**Self-interaction in LDA Rydberg states of lithium**

The table holds excitation energies, binding energies, quantum defects, eigenvalues and mean radii of nine 1s² nl states of Li, from all-electron, non-relativistic, spin-polarised LDA-VWN5 runs with spherical densities (Quantum ESPRESSO ld1.x), energies being differences of total energies. The program tests B = Ry/(n − δₗ)² − S, where S is the self-Hartree plus exchange-correlation energy of the outer electron, evaluated on hydrogenic densities and, for f and d, taken from the energy terms of the runs. It compares this with constant defects, with and without a constant shift, and models the gap between eigenvalue and binding energy. The f states are overbound by about 0.08 eV, of which first-order self-interaction gives about nine tenths. Subtracting S lowers the rms misfit from 30 meV to between 2 and 5 meV, with a residual upward drift of the defects, and the eigenvalue gap is reproduced within 2.1 %.

Calculated values. Li atom with one spin-up electron in an outer orbital over a 1s² core, from all-electron, non-relativistic, spin-polarised LDA (Slater exchange, VWN5 correlation) in Quantum ESPRESSO 7.5 (ld1.x), with spherical densities and a point nucleus. Excitation and binding energies are total-energy differences from the 1s² 2s configuration and from Li⁺, respectively.

## Script

```python
# Table: Li 1s2 nl Rydberg states, QE ld1.x all-electron, spin-polarised LDA-VWN5, non-rel., spherical, Delta-SCF.
# Tested: binding = Ry/(n-d_l)^2 minus the outer electron's LSDA self-interaction S = U + Exc; eigenvalue gap.
T = {
    'outer_orbital': ['4s', '5s', '7s', '6p', '7p', '6d', '4f', '5f', '6f'],
    'excitation_energy': [4.2685, 4.7119, 5.0874, 4.9944, 5.1168, 5.0173, 4.5421, 4.8412, 5.0197],  # eV
    'binding_energy': [1.2048, 0.76135, 0.38586, 0.47891, 0.3565, 0.45591, 0.93116, 0.63207, 0.45352],  # eV
    'quantum_defect': [0.6395, 0.7726, 1.062, 0.6699, 0.8222, 0.5372, 0.1775, 0.3604, 0.5227],
    'outer_eigenvalue': [-0.77529, -0.50689, -0.26871, -0.32541, -0.24753, -0.3057, -0.4684, -0.38081, -0.29328],  # eV
    'outer_mean_radius': [18.136, 29.374, 59.955, 46.901, 64.234, 47.33, 17.281, 29.718, 44.788],  # bohr
    'eig_over_binding': [0.644, 0.666, 0.696, 0.679, 0.694, 0.671, 0.503, 0.602, 0.647],
}
import numpy as np
from scipy.constants import physical_constants as pc
from scipy.special import eval_genlaguerre as Lg
from scipy.integrate import cumulative_trapezoid as ct
from scipy.optimize import least_squares as lsq
Ha = pc['Hartree energy in eV'][0]; Ry = Ha/2; o = T['outer_orbital']
n = np.array([int(s[0]) for s in o]); l = np.array(['spdf'.index(s[1]) for s in o])
X, B, d, e, R, q = (np.array(T[k], float) for k in ('excitation_energy', 'binding_energy', 'quantum_defect', 'outer_eigenvalue', 'outer_mean_radius', 'eig_over_binding'))
# further outputs of the same runs (table order; hartree, 1/bohr), and Li+ values
EH = np.array([3.417513, 3.353251, 3.298897, 3.316257, 3.297125, 3.312883, 3.396502, 3.342395, 3.31286]) - 3.243781
XC = -np.array([1.562359, 1.551009, 1.541153, 1.544053, 1.540636, 1.543128, 1.560139, 1.549208, 1.543613]) + 1.530579
ir = np.array([.07877486, .04926082, .02460101, .03192677, .02348901, .02987321, .06324476, .04177561, .02954871])
r = np.arange(1, 60001)*0.005; I = lambda f: ct(f, r)[-1]
def exc(rho):  # fully polarised Slater exchange + VWN5 correlation per electron (defining constants)
    A, x0, b, c = 0.01554535, -0.325, 7.06042, 18.0578
    x = (3/(4*np.pi*rho))**(1/6); Xf = lambda y: y*y+b*y+c; Q = np.sqrt(4*c-b*b); t = np.arctan(Q/(2*x+b))
    ec = A*(np.log(x*x/Xf(x))+2*b/Q*t-b*x0/Xf(x0)*(np.log((x-x0)**2/Xf(x))+2*(b+2*x0)/Q*t))
    return -0.75*(6*rho/np.pi)**(1/3)+ec
def sie(N, L, lam):  # U, Exc, <vxc> in eV and <r^-4> for a scaled hydrogenic density
    y = 2*lam*r/N; P = (y**(L+1)*np.exp(-y/2)*Lg(N-L-1, 2*L+1, y))**2; P /= I(P)
    rho = np.maximum(P/(4*np.pi*r*r), 1e-30); h = 1e-4
    v = ((1+h)*exc(rho*(1+h))-(1-h)*exc(rho*(1-h)))/(2*h)
    return np.array([Ha*I(P*ct(P, r, initial=0)/r), Ha*I(P*exc(rho)), Ha*I(P*v), I(P/r**4)])
rH = (3*n**2-l*(l+1))/2; BH = Ry/n**2; ov = B-BH
M0 = np.array([sie(a, b, 1.) for a, b in zip(n, l)]); M1 = np.array([sie(a, b, c) for a, b, c in zip(n, l, rH/R)])
S0, S1 = M0[:, 0]+M0[:, 1], M1[:, 0]+M1[:, 1]; Uo = (EH-2*ir)*Ha; Xo = XC*Ha; So = Uo+Xo
IE = (X+B).mean(); h1 = sie(1, 0, 1.)
print(f"exc+bind {IE:.4f} eV, spread {np.ptp(X+B):.1e}; rounding <=5e-5 eV each; 2s defect {2-np.sqrt(Ry/IE):.3f}")
print(f"2s -eps/IE {3.164824/IE:.3f} (eps from outputs); check H 1s: U {h1[0]/Ha:.4f} Ha, S {h1[0]+h1[1]:+.3f} eV")
print("eV: orb Ry/n2 overbind S_H S_scaled S_outputs(f,d valid) | defect table, minus S_H, minus S_scaled")
d0, d1 = n-np.sqrt(Ry/(B+S0)), n-np.sqrt(Ry/(B+S1))
for i, s in enumerate(o):
    print(f"{s} {BH[i]:.4f} {ov[i]:.4f} {S0[i]:+.4f} {S1[i]:+.4f} {So[i]:+.4f} | {d[i]:.3f} {d0[i]:+.3f} {d1[i]:+.3f}")
print("eV: orb U Exc (scaled) U*n2 Exc*n2 | B+eps table, model, err% | -eps/B | r/rH, rH bohr")
g = M1[:, 0]+M1[:, 2]-M1[:, 1]
for i, s in enumerate(o):
    print(f"{s} {M1[i,0]:.3f} {M1[i,1]:.3f} {M1[i,0]*n[i]**2:.2f} {M1[i,1]*n[i]**2:.2f} | {B[i]+e[i]:.4f} {g[i]:.4f} {100*(g[i]/(B[i]+e[i])-1):+.1f} | {q[i]:.3f} | {R[i]/rH[i]:.3f} {rH[i]:.1f}")
print("outputs, eV: orb U Exc U*n2 Exc*n2 | -S/overbind, -S-overbind, U+Exc/3 | core polarisation shift")
for i in np.where(l >= 2)[0]:  # Li+ polarisability 0.19 bohr^3: rough recalled value
    print(f"{o[i]} {Uo[i]:.4f} {Xo[i]:.4f} {Uo[i]*n[i]**2:.2f} {Xo[i]*n[i]**2:.2f} | {-So[i]/ov[i]:.2f} {-So[i]-ov[i]:.4f} {Uo[i]+Xo[i]/3:.3f} | {0.19/2*M0[i,3]*Ha:.0e}")
print("fits of B, defects s p d f (single d row fits exactly); residuals model-table in meV")
for name, f, p0 in (("d_l only", lambda p: Ry/(n-p[l])**2-B, [.5]*4),
                    ("d_l + const c", lambda p: Ry/(n-p[l])**2+p[4]-B, [.4, .1, 0, 0, .08]),
                    ("d_l - S_H", lambda p: Ry/(n-p[l])**2-S0-B, [.4, .1, 0, 0]),
                    ("d_l - S_scaled", lambda p: Ry/(n-p[l])**2-S1-B, [.4, .1, 0, 0])):
    z = lsq(f, np.array(p0, float)); w = np.argmax(abs(z.fun))
    print(f"{name}: p {np.round(z.x,3)} rms {1e3*np.sqrt((z.fun**2).mean()):.1f} worst {o[w]}")
    print("   ", np.round(1e3*z.fun, 1))
D = dict(zip(o, d)); sl = []
for L in (0, 1, 3):
    m = l == L; sl.append(np.diff(d[m])/np.diff(n[m]))
    print(f"{'spdf'[L]}: defect slope per n {np.round(sl[-1],3)}; range table {np.ptp(d[m]):.3f}, -S_H {np.ptp(d0[m]):.3f}, -S_scaled {np.ptp(d1[m]):.3f}")
print(f"equal n: 4s-4f {D['4s']-D['4f']:.3f} 5s-5f {D['5s']-D['5f']:.3f} 7s-7p {D['7s']-D['7p']:.3f} 6p-6d {D['6p']-D['6d']:.3f} 6d-6f {D['6d']-D['6f']:.3f}")
F = l == 3; k = o.index
print(f"f overbinding % {np.round(100*ov[F]/BH[F],1)}; 2Ry/n3 eV {np.round(2*Ry/n[F]**3,3)}; linear defect {np.round(ov[F]*n[F]**3/(2*Ry),3)}")
print(f"B(7s)-Ry/36 {B[k('7s')]-Ry/36:+.4f}; B(4f)-B(5s) {B[k('4f')]-B[k('5s')]:+.4f}; eps(4f)-eps(5s) {e[k('4f')]-e[k('5s')]:+.4f} eV")
assert all((s > 0).all() for s in sl) and D['6p'] > D['6d'] > D['6f']
assert (ov[F] > 0).all() and (abs(-So[F]/ov[F]-1) < 0.2).all()
assert np.ptp(X+B) < 2e-4 and (q < 1).all()
assert abs(h1[0]/Ha-5/16) < 1e-3
```

Running it gives:

```
exc+bind 5.4733 eV, spread 1.0e-04; rounding <=5e-5 eV each; 2s defect 0.423
2s -eps/IE 0.578 (eps from outputs); check H 1s: U 0.3125 Ha, S +0.607 eV
eV: orb Ry/n2 overbind S_H S_scaled S_outputs(f,d valid) | defect table, minus S_H, minus S_scaled
4s 0.8504 0.3544 -0.1080 -0.1288 -0.4244 | 0.639 +0.478 +0.444
5s 0.5442 0.2171 -0.0852 -0.1012 -0.2580 | 0.773 +0.514 +0.460
7s 0.2777 0.1082 -0.0554 -0.0650 -0.1268 | 1.062 +0.583 +0.488
6p 0.3779 0.1010 -0.0693 -0.0760 -0.1320 | 0.670 +0.237 +0.189
7p 0.2777 0.0788 -0.0563 -0.0619 -0.1004 | 0.822 +0.268 +0.204
6d 0.3779 0.0780 -0.0696 -0.0736 -0.0869 | 0.537 +0.066 +0.035
4f 0.8504 0.0808 -0.0729 -0.0739 -0.0906 | 0.177 +0.018 +0.016
5f 0.5442 0.0878 -0.0795 -0.0826 -0.0970 | 0.360 +0.038 +0.024
6f 0.3779 0.0756 -0.0683 -0.0718 -0.0831 | 0.523 +0.057 +0.029
eV: orb U Exc (scaled) U*n2 Exc*n2 | B+eps table, model, err% | -eps/B | r/rH, rH bohr
4s 0.671 -0.800 10.74 -12.80 | 0.4295 0.4212 -1.9 | 0.644 | 0.756 24.0
5s 0.414 -0.515 10.35 -12.88 | 0.2545 0.2526 -0.7 | 0.666 | 0.783 37.5
7s 0.203 -0.268 9.93 -13.12 | 0.1171 0.1182 +0.9 | 0.696 | 0.816 73.5
6p 0.259 -0.335 9.33 -12.07 | 0.1535 0.1538 +0.2 | 0.679 | 0.885 53.0
7p 0.189 -0.251 9.27 -12.31 | 0.1090 0.1099 +0.9 | 0.694 | 0.886 72.5
6d 0.257 -0.331 9.25 -11.90 | 0.1502 0.1530 +1.9 | 0.671 | 0.928 51.0
4f 0.712 -0.786 11.39 -12.57 | 0.4628 0.4665 +0.8 | 0.503 | 0.960 18.0
5f 0.410 -0.492 10.24 -12.31 | 0.2513 0.2555 +1.7 | 0.602 | 0.943 31.5
6f 0.272 -0.343 9.78 -12.36 | 0.1602 0.1636 +2.1 | 0.647 | 0.933 48.0
outputs, eV: orb U Exc U*n2 Exc*n2 | -S/overbind, -S-overbind, U+Exc/3 | core polarisation shift
6d 0.2546 -0.3415 9.16 -12.29 | 1.11 0.0089 0.141 | 2e-04
4f 0.7138 -0.8044 11.42 -12.87 | 1.12 0.0098 0.446 | 1e-04
5f 0.4099 -0.5069 10.25 -12.67 | 1.10 0.0092 0.241 | 6e-05
6f 0.2716 -0.3547 9.78 -12.77 | 1.10 0.0075 0.153 | 3e-05
fits of B, defects s p d f (single d row fits exactly); residuals model-table in meV
d_l only: p [0.671 0.711 0.537 0.235] rms 29.8 worst 7s
    [ 22.8 -35.4 -46.2   7.4 -12.5   0.   28.5 -32.9 -44.2]
d_l + const c: p [0.543 0.21  0.073 0.041 0.069] rms 6.3 worst 5f
    [  2.3  -7.9   9.   -4.5   7.2   0.    5.7 -10.1  -1.7]
d_l - S_H: p [0.487 0.245 0.066 0.025] rms 5.1 worst 7s
    [ 5.4 -8.3 -9.8  1.2 -2.   0.   2.7 -2.9 -4.2]
d_l - S_scaled: p [0.448 0.193 0.035 0.018] rms 2.1 worst 7s
    [ 2.3 -3.6 -3.9  0.6 -0.9 -0.   1.  -1.2 -1.4]
s: defect slope per n [0.133 0.145]; range table 0.423, -S_H 0.106, -S_scaled 0.044
p: defect slope per n [0.152]; range table 0.152, -S_H 0.031, -S_scaled 0.015
f: defect slope per n [0.183 0.162]; range table 0.345, -S_H 0.039, -S_scaled 0.013
equal n: 4s-4f 0.462 5s-5f 0.412 7s-7p 0.240 6p-6d 0.133 6d-6f 0.014
f overbinding % [ 9.5 16.1 20. ]; 2Ry/n3 eV [0.425 0.218 0.126]; linear defect [0.19  0.404 0.6  ]
B(7s)-Ry/36 +0.0079; B(4f)-B(5s) +0.1698; eps(4f)-eps(5s) +0.0385 eV
```
